## Results and discussion

When Br loses its outer electrons one at a time, do the 1s and 2s orbitals respond smoothly, and if not, which steps break the drift, by how much and why?

Two limits govern the use of the numbers. They are Dirac-Hartree-Fock eigenvalues without correlation or relaxation around a core hole, averaged over the configuration for open shells, so their shifts are not measured binding-energy shifts. Also, closed orbitals of equal κ can be rotated among themselves at no cost in energy, and the convention changes where a shell closes over shells of the same l. Single-orbital values can jump there by convention, which matters most for the two 4s steps.

Orbital eigenvalues ε and mean radii <r> of 1s1/2 and 2s1/2 in Br and its ions up to Br8+, from all-electron four-component Dirac-Coulomb Hartree-Fock at the radial basis-set limit (B-spline radial atomic code version 1). Energies are averaged over the nl configuration, and the nucleus is a Fermi distribution for mass number 79 with an rms radius of 4.1629 fm.

| species | Z | charge (e) | electrons | configuration | ε(1s1/2) (eV) | ε(2s1/2) (eV) | ε(2s1/2) − ε(1s1/2) (eV) | <r>(1s1/2) (bohr) | <r>(2s1/2) (bohr) | <r>(2s1/2)/<r>(1s1/2) |
| --- | --- | --- | --- | --- | --- | --- | --- | --- | --- | --- |
| Br | 35 | 0 | 35 | [Ar] 3d10 4s2 4p5 | -13565.5 | -1826.56 | 11738.9 | 0.042730 | 0.18868 | 4.4155 |
| Br+ | 35 | 1 | 34 | [Ar] 3d10 4s2 4p4 | -13576.9 | -1837.89 | 11739.0 | 0.042730 | 0.18867 | 4.4155 |
| Br2+ | 35 | 2 | 33 | [Ar] 3d10 4s2 4p3 | -13590.0 | -1850.90 | 11739.1 | 0.042730 | 0.18867 | 4.4153 |
| Br3+ | 35 | 3 | 32 | [Ar] 3d10 4s2 4p2 | -13604.8 | -1865.39 | 11739.4 | 0.042729 | 0.18866 | 4.4152 |
| Br4+ | 35 | 4 | 31 | [Ar] 3d10 4s2 4p1 | -13620.9 | -1881.23 | 11739.7 | 0.042729 | 0.18865 | 4.4149 |
| Br5+ | 35 | 5 | 30 | [Ar] 3d10 4s2 | -13638.5 | -1898.30 | 11740.2 | 0.042728 | 0.18863 | 4.4146 |
| Br6+ | 35 | 6 | 29 | [Ar] 3d10 4s1 | -13658.4 | -1917.60 | 11740.8 | 0.042728 | 0.18864 | 4.4148 |
| Br7+ | 35 | 7 | 28 | [Ar] 3d10 | -13679.5 | -1937.91 | 11741.6 | 0.042728 | 0.18865 | 4.4150 |
| Br8+ | 35 | 8 | 27 | [Ar] 3d9 | -13719.3 | -1978.40 | 11740.9 | 0.042729 | 0.18859 | 4.4136 |

Here ε is an orbital eigenvalue, <r> a mean radius, "gap" means ε(2s1/2) − ε(1s1/2) and "ratio" means <r>(2s1/2)/<r>(1s1/2). A step is the change from one row to the next. Rounding leaves a step uncertain by 0.01 eV in ε(2s1/2), 0.1 eV in ε(1s1/2) and the gap, and 0.0001 in the ratio. The program and output printed after this text give all steps and fits.

### A common shift

From Br to Br8+ ε(1s1/2) falls by 153.8 eV and ε(2s1/2) by 151.84 eV. In every step the gap changes by less than 4 % of the 2s step, and <r>(1s1/2) moves by at most two units of its last digit over the series.

The simpler system is a thin charged spherical shell of radius R. Inside it the potential is constant and there is no field. Removing one electron's charge from it lowers the energy of any electron inside by 1/R hartree and leaves its orbit alone. For a spread-out orbital 1/R becomes <1/r>. The analogy stops in three places: real orbitals reach into the core, the remaining electrons contract, and a classical shell has no exchange.

Further output of the same calculation tests the picture for Br+ → Br7+. The six removed 4s and 4p electrons contributed 114.5 eV to the potential at the nucleus. Contraction of the remaining shells gives back 10.3 eV, 8.2 eV of it from 3d, for a net −104.2 eV. The 1s, 2s and 3s eigenvalues shift by −102.6, −100.0 and −97.4 eV. The 1s shift is 98.5 % of the net change, and the shift shrinks outward, as it should for a potential that is nearly flat near the nucleus.

The alternative is that the core sees a larger effective nuclear charge Zeff. With ε ∝ Zeff² and <r> ∝ 1/Zeff, the radius changes by δr/r = −δε/(2ε). The 8.31 % deepening of 2s would shrink it by 4.16 %, whereas the table shows 0.048 %. An equal change of Zeff would shift 1s 5.5 times as much as 2s, against 1.013 in the table. The numbers exclude this reading. They also show almost no approach to the one-electron limit: the ratio goes from 4.4155 to 4.4136, against 3.992 for a bare point-nucleus Dirac ion, because the inner electrons, whose screening sets the size of 2s, are all still present.

### Smooth model

For a hydrogen-like orbital <1/r> = Zeff/n². Within a shell each removal raises Zeff for the remaining electrons, so the steps should grow steadily, on the scale of 27.2/16 = 1.70 eV per unit of Zeff for n = 4. The 2s steps through 4p grow by 1.68, 1.48, 1.35 and 1.23 eV, a growth that slowly weakens. The closeness of the first value to 1.70 eV is accidental. Electrons of the same shell screen one another only in part, so one removal raises Zeff by less than a unit. In the further output <1/r> of 4p rises by about 0.9 eV per removal between Br+ and Br4+, which accounts for only about two thirds of the growth between these ions. The rest arises because less potential is given back at higher charge, probably since fewer outer electrons are left to contract. Linear and quadratic functions of charge were fitted to the five 4p steps only and extrapolated. For 2s the line misses the fitted steps by up to 0.16 eV, far above rounding, and the parabola by 0.02 eV. The spread between the two extrapolations indicates how well a break is sized.

### The 3d step

Br7+ → Br8+ is the large break. The 2s step is −40.49 eV, twice the preceding −20.31 eV, and lies 19 to 21 eV below the extrapolations. For 1s the excess is 17.5 to 19 eV. Restated as the radius 1/|step| of an equivalent thin shell, this is a halving from 1.34 to 0.67 bohr. The break falls where ionisation passes from n = 4 to the far more compact n = 3 shell, and the estimate below supports that as its cause.

The size can be estimated without using this row. In Br+ the further output gives <1/r> for 4p, weighted 1:2 over the two j, as (0.66644 + 2 × 0.65363)/3 = 0.658 bohr⁻¹, or 17.9 eV. The 2s step to Br2+ is 13.01 eV, a fraction 0.73, and the remainder, 4.9 eV, is read mostly as relaxation. Part of it is penetration and exchange: for Br+ → Br7+ the 2s shift falls 4.2 eV short of the relaxed change at the nucleus. For 3d in Br7+, 0.4 × 2.1951 + 0.6 × 2.1796 = 2.186 bohr⁻¹, or 59.5 eV. The same fraction gives 0.73 × 59.5 ≈ 43 eV, about 7 % above the table's 40.49 eV. That closeness depends on the row chosen: for 4p in Br4+ the fraction is about five sixths, which would overshoot the 3d step by about a fifth. The actual fraction is 0.68, so the factor is only roughly transferable, but either choice gives a step about twice the preceding one or more.

The gap breaks here too. It rises in each of the first seven steps (the first two by 0.1 eV, the size of the rounding) and then falls by 0.7 eV, which is 1.5 to 1.8 eV below the extrapolations. The rise fits penetration: 4s and 4p have inner lobes, so their potential is higher at 1s than at 2s and their removal lowers 1s more. The fall has a sign that frozen orbitals cannot give. The potential of any removed charge decreases outward, so 1s drops more than 2s. The lost exchange with 3d is larger for 2s, which overlaps 3d more, and this also widens the gap. For a crude Slater-type 3d orbital the potential drops by 0.5 eV from the nucleus to <r>(2s1/2), which fixes the sign (positive) and only the order of the electrostatic term. By elimination the negative step must come from relaxation. A 3d electron has no inner lobe, but it screens the other 3d electrons, 3s, 3p and the tail of the n = 2 shell, and when these contract they add charge close to the nucleus, raising 1s more than 2s. The further output supports this. The electron-nucleus energy divided by Z gives the potential of the electrons at the nucleus, which falls by 39.2 eV in this step, less than 1s (39.8 eV) and 2s (40.49 eV). Contraction thus returns about 20 of the 59.5 eV at the nucleus, and the drop grows outward from there to 2s, opposite to the frozen case. The shares of the single shells and of exchange were not computed. The table agrees in one respect: <r>(2s1/2) has its largest drop here, 0.18865 to 0.18859 bohr, and the ratio falls by 0.0014, about 0.001 more than extrapolated.

### The 4s steps

The 4s break is small. The growth of the 2s step jumps to 2.23 eV at Br5+ → Br6+ and returns to 1.01 eV at the next step. The first 4s step lies 0.7 eV (line) to 1.2 eV (parabola) below the 4p trend, so about 1 eV is all that can be said. For the second step the fits disagree more, 0.2 against 1.3 eV. The sign fits the more compact 4s: its <1/r> in Br+ is 21.4 eV against 17.9 eV for 4p. That factor of 1.20 applied to a step near 18 eV would overshoot the break threefold or more. Part of the reason is that 4s and 4p draw together as the charge rises, having equal <1/r> in the hydrogenic limit: in the further output the excess of 4s over 4p shrinks from a fifth in Br+ to about an eighth in Br4+. Even that would overshoot about twofold or more. Another part is lost close to the nucleus: in the first 4s step the potential of the electrons there falls by 20.7 eV but 1s by only 19.9 eV, whereas in the last 4p step the two agree within rounding. This fits the stronger penetration and exchange of 4s, and what then remains is left open. The 1s level shows the same excess within rounding (0.7 to 1.1 eV), which favours a shift of the common potential over a change of rotation convention. Accordingly the gap has no clear break: three of its four residuals are within 0.06 eV and the fourth is 0.14 eV, against a floor of 0.1 eV.

The ratio does break. It never rises in the 4p steps, then rises by 0.0002 in each 4s step, 0.0005 to 0.0007 above the extrapolations and at least five times the rounding. The thin-shell picture has no place for a 2s orbital that expands when charge is removed. The s-orbital convention can change here, so part of the rise may be an artefact. Against this, Br5+ and Br7+ are both closed-shell ions and the two rises are equal within rounding, which a jump of convention at one row would not give. The cause is left open.

### Neighbouring series

For a neighbouring element the same reasoning ties the breaks to electron count rather than charge. Core levels should drift together within a valence shell, kink weakly on passing from p to s of the same n, and jump sharply when ionisation first enters a shell of lower n. The gap step should be positive for penetrating s and p electrons of the valence shell and may turn negative for a nodeless d electron, although that last rule rests on one row here.

Printed output of the fit:

```
rounding floor of a step (+-): e1s 0.1, e2s 0.01, gap 0.1 eV, ratio 0.0001, r1s 1e-6, r2s 1e-5 bohr
step, shell: de1s de2s dgap (eV), dratio, R_eff = 1/|de2s| (bohr)
Br->Br+ 4p: -11.4 -11.33 +0.1 +0.0000 2.40
Br+->Br2+ 4p: -13.1 -13.01 +0.1 -0.0002 2.09
Br2+->Br3+ 4p: -14.8 -14.49 +0.3 -0.0001 1.88
Br3+->Br4+ 4p: -16.1 -15.84 +0.3 -0.0003 1.72
Br4+->Br5+ 4p: -17.6 -17.07 +0.5 -0.0003 1.59
Br5+->Br6+ 4s: -19.9 -19.30 +0.6 +0.0002 1.41
Br6+->Br7+ 4s: -21.1 -20.31 +0.8 +0.0002 1.34
Br7+->Br8+ 3d: -39.8 -40.49 -0.7 -0.0014 0.67
Br->Br8+: de1s -153.8, de2s -151.84, dgap +2.0 eV, dratio -0.0019
gap range 2.7 eV = 0.023 %; max |dgap/de2s| 3.9 %
3d step / last 4s step (2s): 1.99; second differences of e2s (eV): [ -1.68  -1.48  -1.35  -1.23  -2.23  -1.01 -20.18]
fits to the five 4p steps vs initial charge; residual = table - fit; last three are extrapolated
de2s eV deg1 coef [ -1.431 -11.486] max4p 0.16 4s -0.66 -0.24 3d -18.99
de2s eV deg2 coef [  0.074  -1.725 -11.339] max4p 0.02 4s -1.17 -1.27 3d -20.68
de1s eV deg1 coef [ -1.54 -11.52] max4p 0.20 4s -0.68 -0.34 3d -17.50
de1s eV deg2 coef [  0.057  -1.769 -11.406] max4p 0.10 4s -1.08 -1.14 3d -18.81
dgap eV deg1 coef [0.1  0.06] max4p 0.06 4s +0.04 +0.14 3d -1.46
dgap eV deg2 coef [0.014 0.043 0.089] max4p 0.07 4s -0.06 -0.06 3d -1.79
dratio deg1 coef [-7.e-05 -4.e-05] max4p 0.00009 4s +0.00059 +0.00066 3d -0.00087
dratio deg2 coef [ 7.0e-06 -9.9e-05 -2.6e-05] max4p 0.00009 4s +0.00054 +0.00056 3d -0.00103
hydrogenic scale of slope, 1/n^2 for n=4: 1.70 eV per unit of Zeff
rival (Zeff of core changes), Br->Br8+: dr/r = -de/(2e)
1s: de/e 1.13 %, predicted dr/r -0.57 % (-0.000242 bohr), table -0.002 % (-0.000001)
2s: de/e 8.31 %, predicted dr/r -4.16 % (-0.007842 bohr), table -0.048 % (-0.000090)
shift ratio 1s/2s: table 1.013; equal dZeff would give 5.5
one-electron point Dirac Z=35: r1s 0.04191, r2s 0.16730 bohr, ratio 3.992, gap 12693 eV
table Br8+ over that: r1s 2.0 %, r2s 12.7 %
further output, Br+ -> Br7+, electron potential at the nucleus (eV):
removed 4s2 4p4 -114.5, core contraction +10.3, net -104.2
contraction: 3d 8.2, 3p 1.6, rest 0.5 (rest uncertain ~0.1)
shifts: 1s -102.6, 2s -100.0, 3s (further) -97.4, gap +2.6
1s shift / net potential change 0.985
4p of Br+: frozen <1/r> 17.9 eV, 2s step 13.01, ratio 0.73, returned 4.9 eV
3d of Br7+: frozen <1/r> 59.5 eV, 2s step 40.49, ratio 0.68, returned 19.0 eV
Br+ <1/r>: 4s 21.4 eV, 4p 17.9 eV, ratio 1.20
crude Slater 3d, frozen V(0)-V(<r>2s): +0.5 eV (order only); table dgap -0.7
```
